Trigonal warping and electron-hole asymmetry of the Dirac cone

1. Model and conventions

The crystal is a honeycomb of two sublattices A and B with one orbital per site. The premises are: (i) the orbitals are orthonormal and equivalent, with on-site energy zero; (ii) electrons hop between nearest neighbours (A to B) with amplitude −t, t > 0, and between second neighbours (A to A, B to B) with amplitude −t′, t′ real of either sign; (iii) electrons are independent and spin is a factor of 2. In silicene the two sublattices lie in planes a small distance h apart, and the orbital is the Wannier function of the π and π* bands, mainly 3p_z with some s, p_x, p_y admixture caused by the buckling. The Bloch wavevector k lies in the plane, so only in-plane projections of bond vectors enter the phases. The length d below is the projected bond length, d = a/√3 with a the lattice constant, and not the slightly longer true bond length.

The vectors from an A site to its three B neighbours are taken as

δ₁ = d(0, 1), δ₂ = d(√3/2, −1/2), δ₃ = d(−√3/2, −1/2).

The second neighbours of any site lie at the six differences δ_j − δ_l (j ≠ l), each of length √3 d = a. The cell area is (3√3/2)d².

2. Bloch Hamiltonian and exact bands

Take amplitudes α exp(ik·r) on A sites and β exp(ik·r) on B sites, r being the site position. The Schrödinger equation on an A site collects −t times the amplitudes at r + δ_j and −t′ times those at r + δ_j − δ_l; on a B site the nearest neighbours lie at r − δ_j. Dividing out exp(ik·r),

Eα = −t′g α − t f β, Eβ = −t f* α − t′g β, (1)

f(k) = Σ_j exp(ik·δ_j), g(k) = Σ_(j≠l) exp[ik·(δ_j − δ_l)]. (2)

The function g is real, because the six vectors come in opposite pairs, and it is the same on both sublattices. Multiplying f by f* gives three diagonal terms equal to 1 and six cross terms that are exactly those of g:

|f|² = 3 + g. (3)

The secular equation of (1) is (E + t′g)² = t²|f|². With w ≡ |f(k)| and (3),

E± = 3t′ ± t w − t′w². (4)

This is exact for the model. Both bands depend on k only through w. Writing f = exp(ik_y d) + 2C exp(−ik_y d/2) with C = cos(√3 k_x d/2) gives the closed form

w² = 1 + 4C² + 4C cos(3k_y d/2). (5)

The bands touch where f = 0. At K_s = s(4π/(3√3 d), 0), s = ±1, the phases K_s·δ_j are 0, +2πs/3 and −2πs/3, so the three terms of f are the cube roots of unity and cancel. These are the two inequivalent zone corners, or valleys. The touching energy is E_D = 3t′.

3. Expansion of f about a valley

Put k = K_s + q, q = q(cos θ, sin θ), with θ measured from the +x axis in both valleys, and x = qd. The direction of δ_j makes the angle π/2 + χ_j with the x axis, where χ₁ = 0, χ₂ = −2π/3, χ₃ = +2π/3. Then q·δ_j = x cos(θ − π/2 − χ_j) = x sin(θ − χ_j), and the phases found above are exp(iK_s·δ_j) = exp(−isχ_j). Hence

f = Σ_j exp(−isχ_j) exp[ix sin(θ − χ_j)]. (6)

Every term of the Taylor series in x is evaluated with one rule: for integer p, Σ_j exp(−ipχ_j) = 1 + 2cos(2πp/3), which is 3 if p is a multiple of 3 and 0 otherwise.

Order x⁰. Here p = s, and the sum vanishes.

Order x¹. Since i sin φ = [exp(iφ) − exp(−iφ)]/2, the term is (x/2) Σ_j exp(−isχ_j){exp[i(θ − χ_j)] − exp[−i(θ − χ_j)]}. The two pieces have p = s + 1 and p = s − 1. For s = +1 only the second survives and gives −(3x/2)exp(−iθ); for s = −1 only the first, giving +(3x/2)exp(iθ). Together, f₁ = −s(3x/2)exp(−isθ).

Order x². The term is −(x²/2) Σ_j exp(−isχ_j) sin²(θ − χ_j). With sin²φ = 1/2 − [exp(2iφ) + exp(−2iφ)]/4 the constant drops out (p = s) and the rest is (x²/8) times two sums with p = s + 2 and p = s − 2. For s = +1 the first survives (p = 3), for s = −1 the second (p = −3), so f₂ = (3x²/8)exp(2isθ).

Order x³. The term is −i(x³/6) Σ_j exp(−isχ_j) sin³(θ − χ_j), and sin³φ = (3 sin φ − sin 3φ)/4. The sin 3φ part has p = s ± 3, never a multiple of 3, and vanishes. The remainder is −(x²/6)(3/4) times the first-order term: f₃ = −(x²/8)f₁.

Factoring out f₁, and using s² = 1,

f = −s(3x/2)exp(−isθ)[1 − s(x/4)exp(3isθ) − x²/8 + O(x³)]. (7)

In Cartesian form f₁ + f₂ = −(3d/2)(s q_x − i q_y) + (3d²/8)(s q_x + i q_y)². The first term is the massless Dirac coupling. The second winds twice in the opposite sense, and the relative phase of the two, 3sθ, is the origin of the threefold pattern.

The squared modulus of the bracket in (7), with c ≡ cos 3θ, is 1 − s(x/2)c + x²/16 − x²/4 + O(x³): the x²/16 is the square of the second term and −x²/4 the cross product of the first and third. Therefore

w² = (9x²/4)[1 − s(x/2)c − 3x²/16 + O(x³)]. (8)

Applying √(1 + y) = 1 + y/2 − y²/8 with y = −s(x/2)c − 3x²/16 gives −s(x/4)c at first order and −3x²/32 − c²x²/32 at second order. Since c² = (1 + cos 6θ)/2,

w = (3x/2)[1 − s(x/4)cos 3θ − x²(7 + cos 6θ)/64 + O(x³)]. (9)

4. The dispersion to second order

Insert (8) and (9) into (4) and keep terms through q²:

E±(q) = 3t′ ± (3tdq/2)[1 − s(qd/4)cos 3θ] − (9/4)t′d²q². (10)

The terms of order q³, needed to bound the truncation error, are

δE± = ∓(3t/2)x³(7 + cos 6θ)/64 + (9/8)s t′x³ cos 3θ. (11)

The linear term is the cone, with ħv = 3td/2. The term ∓(3/8)s t d²q² cos 3θ is the trigonal warping. It carries the band sign, so it deforms the conduction and valence cones as mirror images in energy and leaves E₊ + E₋ alone. In the valley s = +1 the direction θ = 0 continues the line from Γ through K₊ and reaches an M point at k_x = 2π/(√3 d), where C = −1 and (5) gives w = 1; the distance from K₊ is x = 2π/(3√3) = 1.21. The cone is thus flattened toward the three adjacent M points (θ = 0, ±2π/3 for s = +1) and steepened toward the three adjacent Γ points (θ = π, ±π/3). In the valley s = −1 the two sets of angles are interchanged. Described relative to Γ and M the two valleys behave alike; the factor s records that their surroundings are turned by π with respect to a fixed axis.

The t′ terms have the same sign in both bands. The constant 3t′ moves the Dirac point as a whole, and −(9/4)t′d²q² bends both bands the same way, isotropically at this order and equally in both valleys. For t′ > 0 the conduction band is flattened and the valence band steepened; t′ < 0 exchanges their roles. This term is the electron-hole asymmetry: E₊ + E₋ − 2E_D = −2t′w². It is a curvature and not a tilt of the cone axis, which would be a term linear in q common to both bands. The amplitudes of the two second-order terms stand in the ratio (3t/8)/(9|t′|/4) = t/(6|t′|), independent of q.

The form of (10) follows from symmetry. Rotation by 2π/3 about a site maps K_s onto an equivalent point, so E(q, θ) has period 2π/3 in θ. A tilt u·q needs a vector u invariant under this rotation, and none exists in the plane. Time reversal gives E(k) = E(−k), hence E_s(q, θ) = E_(−s)(q, θ + π), and cos 3θ changes sign under θ → θ + π, which accounts for the factor s. The vertical mirror x → −x exchanges δ₂ and δ₃; combined with time reversal it sends (k_x, k_y) to (k_x, −k_y), so E is even in θ and sin 3θ is absent. All three operations survive buckling and a perpendicular electric field. Finally, for t′ = 0 the substitution β → −β in (1) turns a solution of energy E into one of energy −E at the same k. Any hopping between opposite sublattices respects this; hopping within one sublattice breaks it.

5. Fixed carrier density

A gate fixes the density n, not q. By (4), dE±/dw = ±t − 2t′w, and w ≤ 3, so for |t′| < t/6 both bands are monotonic in w and do not overlap. A Fermi contour is then a contour of constant w. Electrons and holes at equal density have the same Fermi contour, whatever t′: the anisotropic t′ term in (11) only reflects the anisotropy of w at fixed q.

To find the contour set u = 2w/3, so that (9) reads u = x − (sc/4)x² − γx³ with γ = (3 + c²)/32. Try x = u + b₂u² + b₃u³. Order u² requires b₂ = sc/4. Order u³ requires b₃ − (sc/4)(2b₂) − γ = 0, so b₃ = c²/8 + γ = (3 + 5c²)/32. The enclosed area is 𝒜 = (1/2d²)∮x²dθ with x² = u² + 2b₂u³ + (b₂² + 2b₃)u⁴ and b₂² + 2b₃ = (3 + 6c²)/16. The angular averages ⟨c⟩ = 0 and ⟨c²⟩ = 1/2 remove the u³ term and turn the u⁴ coefficient into 3/8, so 𝒜 = (πu²/d²)(1 + 3u²/8) = (πu²/d²)(1 + w²/6). With two spins and two valleys n = 4𝒜/(2π)², that is

n = [4w²/(9πd²)][1 + w²/6 + O(w⁴)]. (12)

Define q₀ = √(πn), the radius of the circle of equal area, and x₀ = q₀d. Then x₀² = u²(1 + 3u²/8), so u = x₀ up to relative order x₀², and the Fermi contour is

q_F(θ) = q₀[1 + s(x₀/4)cos 3θ + O(x₀²)], (13)

a rounded triangle with corners toward M. On the k_x axis f = 1 + 2C is real and the contour is known exactly: C = −(1 + w)/2 toward M and C = −(1 − w)/2 toward Γ. The Fermi levels measured from E_D are μ_e = tw − t′w² and μ_h = −tw − t′w². The density of states per area is D = (dn/dw)/|dE/dw|:

D_e,h = [8w/(9πd²)][1 + w²/3 + O(w⁴)]/(t ∓ 2t′w), (14)

upper sign for electrons. The ratio D_e/D_h = (t + 2t′w)/(t − 2t′w) at equal density is exact in the model. The cyclotron mass (ħ²/2π)|d𝒜/dE| is proportional to D and has the same ratio. At fixed energy ε = E − E_D, inverting (4) gives w = (|ε|/t)(1 + t′ε/t²) and 1/(t ∓ 2t′w) = (1/t)(1 + 2t′ε/t²) for either sign of ε, so

D(ε) = [2|ε|/(πħ²v²)][1 + 3t′ε/t² + O(ε²)]. (15)

Warping averages out of the first correction to D, while t′ enters it directly. The two effects therefore show in different quantities: warping in the shape of the Fermi contour, t′ in the compressibility or cyclotron mass of electrons compared with holes.

6. Terms outside the model

Third neighbours. These lie on the opposite sublattice at −2δ_j. A hopping −t₃ adds −t₃f(−2k) to the A–B coupling. Because 3K_s·δ_j is a multiple of 2π, f(−2K_s − 2q) = f(K_s − 2q), which is the series of section 3 with q → −2q. The coupling becomes −(t − 2t₃)f₁ − (t + 4t₃)f₂. The velocity is then set by t − 2t₃, and the coefficient 1/4 in the bracket of (10) is multiplied by η = (t + 4t₃)/(t − 2t₃). For t₃ = 0.05t, η = 1.33. The coefficient 1/4 is thus specific to nearest-neighbour coupling; the form cos 3θ and the sign change between valleys are general.

Overlap. If neighbouring orbitals overlap by S and t′ = 0, the A–B element of H − E·(overlap matrix) is −(t + ES)f, so E = ±(t + ES)w and E± = ±tw/(1 ∓ Sw) = ±tw + Stw² + …. The q² asymmetry equals that of t′ = −St. The t′ in the q² term of (10) is best read as an effective parameter for orthogonalised orbitals.

Sublattice potential. A perpendicular field puts the buckled sublattices at +Δ and −Δ. Adding these to the diagonal of (1) gives E± = 3t′ − t′w² ± √(t²w² + Δ²). The energy still depends on w alone, so (12), (13) and the sum μ_e + μ_h = −2t′w², measured from midgap at K_s, are unchanged. The cone term grows by about Δ²/(2tw). Intrinsic spin-orbit coupling acts at K_s like a spin- and valley-dependent Δ of size λ.

Interactions. For a neutral cone, first-order exchange raises the energy by the isotropic fraction (α*/4)ln(Λ/q), with α* = e²/(4πε₀ε ħv), ε the effective dielectric constant and Λ about 1/d. For t′ = 0 the interacting model keeps its electron-hole symmetry, so this shift is equal and opposite for electrons and holes at equal density. Its leading effect is absorbed by using for t the value that goes with the velocity at the density in question.

7. Range of validity

At their largest the two terms of (11) are (3t/16)x³ and (9/8)|t′|x³. Each is x/2 times the corresponding second-order amplitude, (3t/8)x² and (9/4)|t′|x². The second-order terms of (10) are therefore good to about 20 % for x < 0.4, which means n < 0.16/(πd²). The picture of separate valley pockets ends at w = 1, where (5) factorises as 4C[C + cos(3k_y d/2)] = 0 and the contour is a straight-sided triangle with corners at the three M points. Its circumradius 2π/(3√3 d) gives the area √3π²/(9d²) and n = √3/(9d²); there the density of states has its van Hove singularity. From below, (10) needs tw ≫ Δ and λ, and its corrections are resolved only if they exceed k_BT and the disorder broadening. The one-orbital premise further requires that no other band crosses the Fermi level and that the substrate or gate dielectric does not hybridise with the π states. The statements at fixed density need |t′| < t/6.

8. Illustration: silicene at n = 5 × 10¹³ cm⁻²

The inputs are approximate: a = 3.86 Å, so d = 2.23 Å; t = 1.1 eV, a typical effective value, which gives ħv = 3.68 eV Å and v = 5.6 × 10⁵ m/s; and t′ = +0.11 eV = 0.1t, an assumed value whose size and sign serve only for illustration. The digits below describe the model with these inputs. The Dirac point lies at E_D = 0.33 eV above the on-site level. The 20 % limit is n = 1.0 × 10¹⁴ cm⁻² and the van Hove density is 3.9 × 10¹⁴ cm⁻².

The chosen density gives q₀ = 0.1253 Å⁻¹ and x₀ = 0.279. On the circle q = q₀ the linear term is 461 meV, the warping amplitude is 32 meV (a fraction x₀/4 = 0.070 of the linear term) and the t′ term is −19 meV (fraction 0.042); the ratio of the last two amplitudes is t/(6t′) = 1.7. The third-order terms reach 4.5 meV and 2.7 meV, each x₀/2 = 0.14 of its parent. Energies E − E_D in meV for s = +1, from (10) and from the exact (4) and (5), are:

toward M (θ = 0), conduction: 410 second order, 408 exact
toward Γ (θ = π), conduction: 474 second order, 467 exact
toward M (θ = 0), valence: −448 second order, −441 exact
toward Γ (θ = π), valence: −513 second order, −510 exact

The truncation error is at most 7 meV in these directions, and it is largest where the two terms of (11) add.

At fixed density, (12) reads w²(1 + w²/6) = 9x₀²/4 = 0.176 and gives w = 0.413, against 0.419 for the bare cone. Equation (13) puts the Fermi contour at 0.134 Å⁻¹ toward M and 0.117 Å⁻¹ toward Γ; the exact axis formulas give 0.135 and 0.117 Å⁻¹. These radii hold for electrons and holes alike. The Fermi levels are μ_e = 436 meV and μ_h = −473 meV, with −2t′w² = −37.5 meV as their unrounded sum. From (14), D_e = 2.5 × 10¹⁴ and D_h = 2.1 × 10¹⁴ cm⁻² eV⁻¹, in the ratio 1.18.

Several neglected terms are of the same order as these effects. A third-neighbour hopping of 0.05t would raise the warping amplitude from 32 to 43 meV at fixed velocity. With a single gate the displacement field on the gate side is en/ε₀ = 0.90 V/Å in vacuum units and zero on the far side. If the carriers are shared equally by the two planes, half of it acts between them, and a typical buckling h = 0.45 Å gives 2Δ = 0.20 eV before any screening by the bonds, an upper estimate. Δ = 0.10 eV moves both Fermi levels outward by 11 meV, which rivals the t′ term in μ_e or μ_h separately but cancels in their sum, does not alter the contour, and leaves D_e/D_h at 1.18; symmetric double gating removes it. A spin-orbit λ of about 4 meV shifts the levels by λ²/(2tw) = 0.02 meV and is negligible. The exchange fraction, with α* = 3.9/ε and an assumed ε = 10, is 0.12 by the neutral-cone formula, which ignores screening by the doped carriers. It exceeds both second-order fractions, so t′ should be read from the sum μ_e + μ_h or the ratio D_e/D_h and warping from the angular variation of q_F, not from the curvature of one band. At 300 K, k_BT = 26 meV is comparable to both terms, which are cleanly separated only well below room temperature.